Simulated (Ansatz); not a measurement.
## Abstraction of Cl: CBrCl3 + Si(CH3)2Cl → CBrCl2 + Si(CH3)2Cl2

Species: CBrCl3 (bromotrichloromethane) `ClC(Cl)(Cl)Br`, singlet; Si(CH3)2Cl, doublet; CBrCl2 `Cl[C](Cl)Br`, doublet; Si(CH3)2Cl2 (dichlorodimethylsilane), singlet. A radical takes Cl: the energy is the difference in strength between the C–Cl bond broken and the Si–Cl bond made.

Shapes, held fixed at every level: PBE0-D4/def2-TZVP. Programs: Ansatz 0.2.0. The zero-point and thermal change to 298 K, harmonic and unscaled (PBE0-D4/def2-TZVP), is +1.4 kJ/mol.

(1) Estimate ΔH(298 K) of this reaction.

## Answers

(1) The highest level, CCSD(T)/def2-TZVPP, gives ΔH(298 K) = -198.0 kJ/mol; the levels span -234.5 to -185.9. The column of differences is taken from that level and isn't an error. No measured value is set beside it here. Open shells run unrestricted unless RO is named. Relativity is left out for Br unless named. Correlated rows may include outer-core shells of Br, which these sets cover unevenly.

```tsv
level	kind	ΔH(298 K) (kJ/mol)	less CCSD(T)/def2-TZVPP
HF/def2-SVP	Hartree–Fock	-234.5	-36.5
B3LYP-D4/def2-TZVPP	global hybrid	-202.2	-4.2
B2PLYP/def2-TZVPP	double hybrid	-202.4	-4.4
MP2/def2-TZVPP	perturbation theory	-185.9	+12.1
CCSD/def2-SVP	coupled cluster or CI	-197.0	+1.0
CCSD/def2-TZVPP	coupled cluster or CI	-204.7	-6.7
CCSD(T)/def2-TZVPP	coupled cluster or CI	-198.0	0.0
```

Transfer of chlorine from carbon to silicon is strongly exothermic at every level, so the direction of the heat change doesn't depend on the treatment of correlation. The Si–Cl bond formed is much stronger than the C–Cl bond broken: silicon's low electronegativity gives it a large ionic contribution. The carbon side helps too, since CBrCl2 is stabilised by halogen lone-pair donation into the singly occupied orbital and its formation relieves crowding in CBrCl3.

In the small basis, going from Hartree–Fock to CCSD reduces the exothermicity from -234.5 to -197.0 kJ/mol. This suggests that correlation strengthens the C–Cl bond, set among several polarisable halogens, more than the Si–Cl bond. MP2 probably overstates this effect. The closeness of CCSD/def2-SVP to CCSD(T) is partly fortuitous, because enlarging the basis and adding triples shift the result in opposite directions. The reaction heat doesn't establish chlorine abstraction as the preferred channel, as the weaker C–Br bond offers a competing site of attack.
